In Ar³⁺ with a half-filled 3p shell, every spin-up level lies below its spin-down partner, by about 1 eV in the core and about 4 eV in the $n=3$ shell. The radii do not follow the energies: the up orbital is the larger one for 1s, 2s and 2p, and the smaller one for 3s and 3p. Both patterns can be traced to where the three unpaired electrons deepen the exchange potential in this spin-polarised LDA atom.

All-electron Kohn-Sham calculation of Ar³⁺ ([Ne] 3s² 3p³, all three 3p electrons spin-up) with the radks radial solver and Libxc, using spin-polarised LDA-PW92, scalar relativity, spherical densities and a finite nucleus with a Fermi charge distribution (rms radius 3.427 fm). Eigenvalues are negative for bound levels.

```csv
level,level filled,eigenvalue (eV),mean radius (bohr),mean inverse radius (1/bohr)
1s up,yes,-3160.1,0.08595,17.65
1s down,yes,-3159.3,0.08593,17.65
2s up,yes,-344.11,0.4151,3.546
2s down,yes,-343.19,0.4145,3.549
2p up,yes,-278.33,0.3765,3.456
2p down,yes,-277.20,0.3760,3.458
3s up,yes,-67.072,1.287,1.084
3s down,yes,-62.893,1.299,1.075
3p up,yes,-51.519,1.385,0.9825
3p down,no,-47.542,1.411,0.9668
```

**Binding against size.** With no screening, the eigenvalue $\varepsilon$, the mean radius $\langle r\rangle$ and the mean inverse radius $\langle 1/r\rangle$ would all give the same hydrogenic charge. Here the charge from the energy, $n\sqrt{2|\varepsilon|}$ in atomic units, is the lowest of the three for each up level (3p: 5.84, against 9.03 and 8.84). Charge lying wholly outside an orbital adds a constant potential, which raises $\varepsilon$ and leaves the shape alone.

For 1s this can be summed with no fitted energy, using that row's own $\zeta=\langle 1/r\rangle=17.65$. The hydrogenic term is $-\zeta^2/2=-155.8$ hartree, or $-4238$ eV. The outer 2s, 2p, 3s and 3p electrons add $\sum N\langle 1/r\rangle = 7.1+20.7+2.2+2.9=32.9$ hartree, or $+896$ eV. The partner electron adds $5\zeta/16$, or $+150$ eV, from $\zeta^2/2-Z\zeta+5\zeta/8$ with $Z\approx\zeta+5/16$. Relativity, $-\zeta^4\alpha^2/8$ with $\alpha$ the fine-structure constant, gives $-18$ eV. The sum is $-3210$ eV, 50 eV or 1.6% deeper than the table. That closeness is partly cancellation. The sum is Hartree-Fock-like and omits the part of the 1s self-repulsion that LDA fails to cancel, which raises the tabulated level by more than this gap, while counting the penetrating 2s and 2p charge as wholly external overstates the outer term.

The 2p row looks odd in having both a smaller $\langle r\rangle$ and a smaller $\langle 1/r\rangle$ than 2s. The inner lobe of 2s raises its $\langle 1/r\rangle$, and the same penetration is the standard reason why s lies below p.

**Why up lies deeper.** The nuclear and Hartree potentials are common to both spins, so to first order the splitting is the orbital average of the difference $\Delta v=v_\uparrow-v_\downarrow$ of the spin-dependent potentials. For local exchange $v_\sigma=-(6n_\sigma/\pi)^{1/3}$. With density $n$, spin density $m$ and $\xi=m/n$,

$$\Delta v=-(3n/\pi)^{1/3}\left[(1+\xi)^{1/3}-(1-\xi)^{1/3}\right].$$

For weak polarisation this becomes $-\tfrac23(3/\pi)^{1/3}\,m\,n^{-2/3}$, so dense paired charge dilutes the effect. That is the core. In the valence region four of five electrons are up, $\xi$ is near 0.6, and little dilutes it. At the nucleus the calculation gives $\xi=-6.5\times10^{-5}$ and $n=4328$ e/bohr³, so $|\Delta v|\approx\tfrac23(6.5\times10^{-5})(16)$ hartree, about 0.02 eV and of the opposite sign. The 1s splitting of 0.85 eV must therefore arise away from the nucleus.

To place $\Delta v$, each shell was given one Slater function, orthogonalised to lower shells of the same $l$, with its exponent solved to match the shell's mean radius (spin average; up for 3p). All five shells thus fix the shapes, and no energy enters. Paired shells are frozen and correlation is omitted. In this density $\Delta v$ is deepest, $-7.2$ eV, at 1.07 bohr, vanishes at the 3p node at 0.48 bohr, and has an inner dip of $-1.6$ eV at 0.18 bohr. Slater exchange is part of the calculation itself, so agreement locates the effect and does not test LDA.

The model reproduces the step from core to valence but exaggerates it. It gives 5.5 and 5.4 eV for 3s and 3p, 32% and 37% above the calculated 4.18 and 3.98 eV. Omitted correlation probably accounts for part of this, though its size was not calculated: an electron correlates most with those of opposite spin, so correlation deepens the minority potential more. In the core the model reaches 65% of the 1s splitting and 82% of the 2p splitting, and it leaves 2s and 2p nearly equal where the table has 0.92 and 1.13 eV. Exchange alone should overshoot slightly here too, so the shapes are the likely cause of the shortfall, though the effect of freezing the paired shells was not tested, and the good 2s value is probably partly luck: one orthogonalised Slater function gives 3p too weak an inner lobe, and the model's 3p $\langle 1/r\rangle$ is 6.5% below the table. Replacing 3p by a nodeless function of the same radius removes the model's 1s splitting entirely while 2s and 2p keep 1.02 and 0.76 eV. Within the model, then, 1s needs the inner lobe, whereas the $n=2$ tails reach the outer well.

**Why the radii reverse.** If the exponent may relax, $\delta\zeta=-(d\langle\Delta v\rangle/d\zeta)/(d^2\langle h\rangle/d\zeta^2)$, with $h$ the spin-averaged one-electron Hamiltonian. An up orbital lying wholly at smaller radius than the well expands towards it, and one wholly beyond it contracts. The 1s orbital lies mostly inside even the inner dip, while 3s and 3p overlap the outer well but have mean radii beyond its minimum at 1.07 bohr. The $n=2$ orbitals sit between the two wells, where position alone does not settle the sign, and in the model the outward pull wins. All five signs come out right and all five sizes too small: for 3s the up orbital is smaller by 0.98% of its own radius in the calculation and by 0.37% in the model. A deeper level is thus not always a more compact one.

**Neighbours.** By the same argument, isoelectronic neutral phosphorus, more diffuse, should have smaller valence splittings, since $\Delta v$ scales as $n^{1/3}$ at fixed $\xi$. A half-filled 3d shell has no inner lobe and should split 1s very little by direct overlap. Adding or removing a 3p electron leaves two unpaired spins and a density that is no longer truly spherical, as that of high-spin 3p³ is.

**In practice.** The 3p down level is empty, so 3.98 eV compares a filled with a virtual level and is neither a fundamental gap nor a difference of removal energies. Self-interaction leaves 3p up some 8 eV shallower than the ionisation energy (roughly 60 eV, a recalled value); total-energy differences serve better. Spin-orbit coupling is absent, so the 2p pair is not fine structure. The table's rounding blurs the 1s splitting by 0.1 eV, so the 1s differences here use the finer digits of the same calculation. The spin density at the nucleus, $-0.28$ e/bohr³, comes from polarised s shells, with the expansion of 1s up pushing it negative and the contraction of 3s up cancelling much of that. It is a tiny residue of the total density, and LDA is unreliable for its size and even its sign.
